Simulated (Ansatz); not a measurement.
YHg: energy above lowest point against volume scale

Results calculated with Ansatz 0.2.0, not measured. Free energy against uniform scaling of the volume at fixed shape and fractions; periodic cell, basis, potentials, k mesh and filling as listed.

The cell before it is scaled or strained (space group Pm-3m, No. 221):
```
CELL_PARAMETERS angstrom
3.68000 0.00000 0.00000
0.00000 3.68000 0.00000
0.00000 0.00000 3.68000
ATOMIC_POSITIONS crystal
Y 0.50000 0.50000 0.50000
Hg 0.00000 0.00000 0.00000
```

Settings of every row: functional PBEsol; dispersion D4; potentials PAW; wave cutoff 470 eV; density cutoff 1880 eV; k mesh 6x6x6; k shift 0x0x0; occupations fermi dirac; smearing width 0.1 eV; spin none.

Limits: coarse k mesh, up to 40 meV an atom off; no spin-orbit coupling, which can matter with elements this heavy.

```csv
row,volume scale,V (Å³/atom),energy above lowest point (meV/atom)
1,0.94,23.423,?
2,0.96,23.921,0
3,0.98,24.42,0.7
4,1,24.918,6.1
5,1.02,25.416,15.6
6,1.04,25.915,28.9
7,1.06,26.413,45.6
```

Question: what energy above lowest point should row 1 give?

Worked fit of energy above lowest point. Take u = (V_r/V)^(2/3) − 1 with V_r = 25.167 Å³ an atom, which is twice the finite (Eulerian) strain; such expansions in the strain, on which the Birch-Murnaghan equation of state is built, carry the rest volume and the bulk modulus. The shown rows have u = 0.03443, 0.02029, 0.00665, -0.00654, -0.01934, -0.0317. Least squares give energy above lowest point = 10.34 − 723.1 × u + 12270 × u² meV/atom; a straight line predicts inner rows, each left out in turn, worse (root mean square 5.2 against 0.028 meV/atom). All shown rows lie on it to the printed digit. Its lowest point lies at u = 0.0295, or V = 24.09 Å³ an atom, and the curvature there gives the bulk modulus at fixed shape and fractions, B = (4/9)(1 + u)² E″(u)/V = 76.9 GPa. The withheld row has u = 0.04904, so the fit gives 10.34 − 723.1 × (0.04904) + 12270 × (0.04904)² = 4.4 meV/atom.

The calculation gave 4.6 meV/atom. The fit lies 0.2 meV/atom (4.3 % of the value, 0.44 % of the column's range) below it; its largest miss of a shown row is 0.0 meV/atom. This row lies beyond the range of the fit.
